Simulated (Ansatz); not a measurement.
**Ligand exchange: how K changes with temperature for SiH2(CH3)Cl + ICl ⇌ SiH2Cl2 + CH3I**

Gas-phase species: SiH2(CH3)Cl, singlet; ICl (iodine monochloride), singlet; SiH2Cl2 (dichlorosilane (DCS)) `Cl[SiH2]Cl`, singlet; CH3I (methyl iodide) `CI`, singlet. The partners trade CH3 for Cl: Si–CH3 and I–Cl bonds give way to Si–Cl and I–CH3.

The electronic reaction energy at CCSD(T)/def2-TZVPP is -124.0 kJ/mol. Shapes: PBE0-D4/def2-TZVP. Programs: Ansatz 0.2.0. Enthalpy and entropy come from rigid-rotor, harmonic-oscillator sums on unscaled PBE0-D4/def2-TZVP wavenumbers, ideal gases at 1 bar. Symmetry numbers: SiH2(CH3)Cl 1, ICl 1, SiH2Cl2 2, CH3I 3. R = 8.3145 J/(mol K).

| T (K) | ΔH (kJ/mol) | ΔS (J/(mol K)) |
| --- | --- | --- |
| 500 | -123.5 | -7.8 |
| 700 | -124.6 | -9.7 |
| 900 | ? | ? |

Q: Work out ln K at 500 and 700 K, and from these estimate it at 900 K.

A: 
1. 500 K: ΔG = -123.5 − 500 × (-7.8)/1000 = -119.6 kJ/mol; ln K = −ΔG/RT = +28.77.
2. 700 K: ΔG = -124.6 − 700 × (-9.7)/1000 = -117.8 kJ/mol; ln K = −ΔG/RT = +20.24.
3. Slope against 1000/T: (+20.24 − (+28.77))/(1.4286 − 2.0000) = +14.93, that is −ΔH/R with ΔH near -124 kJ/mol.
4. 900 K: ln K = +28.77 + (+14.93) × (1.1111 − 2.0000) = +15.50.

The full sums give ΔH = -125.7 kJ/mol, ΔS = -11.0 J/(mol K), ΔG = -115.8 kJ/mol and ln K = +15.47 at 900 K, so the line is off by +0.03 in ln K; without rounding the miss is +0.04, from the change of ΔH with temperature. The products are favoured over this whole range. An error of 10 kJ/mol in the energy moves ln K by 1.3 at 900 K. Soft modes are treated as harmonic, which can err either way at these temperatures; the lowest are those of SiH2(CH3)Cl (164 cm⁻¹), SiH2Cl2 (186 cm⁻¹). Other reactions of these species are left aside. For atoms past krypton def2 sets carry core potentials with scalar relativity. Outer-core shells of I are correlated, in sets that cover them unevenly.

The exchange is driven by enthalpy, and ln K falls on heating because the reaction is strongly exothermic. The main source is probably the replacement of Si–C by the stronger, more polar Si–Cl bond, in which the large electronegativity difference adds ionic stabilisation. Trading I–Cl for C–I likely contributes less, since both bonds are fairly weak.

Entropy plays a minor part, as two molecules give two molecules and no translational freedom is gained or lost. Its negative sign can be traced to the higher symmetry numbers of the products, whose penalty outweighs the other contributions. The slow drift of ΔH to more negative values means that the products have the lower heat capacity. This fits the mode count: linear ICl is replaced by a nonlinear molecule, so one vibration becomes a rotation, which stores less heat once the vibrations are thermally excited.

The equilibrium preference for dichlorosilane and methyl iodide is thus well supported, but it says nothing about the barrier to exchange or how fast equilibrium would be reached.
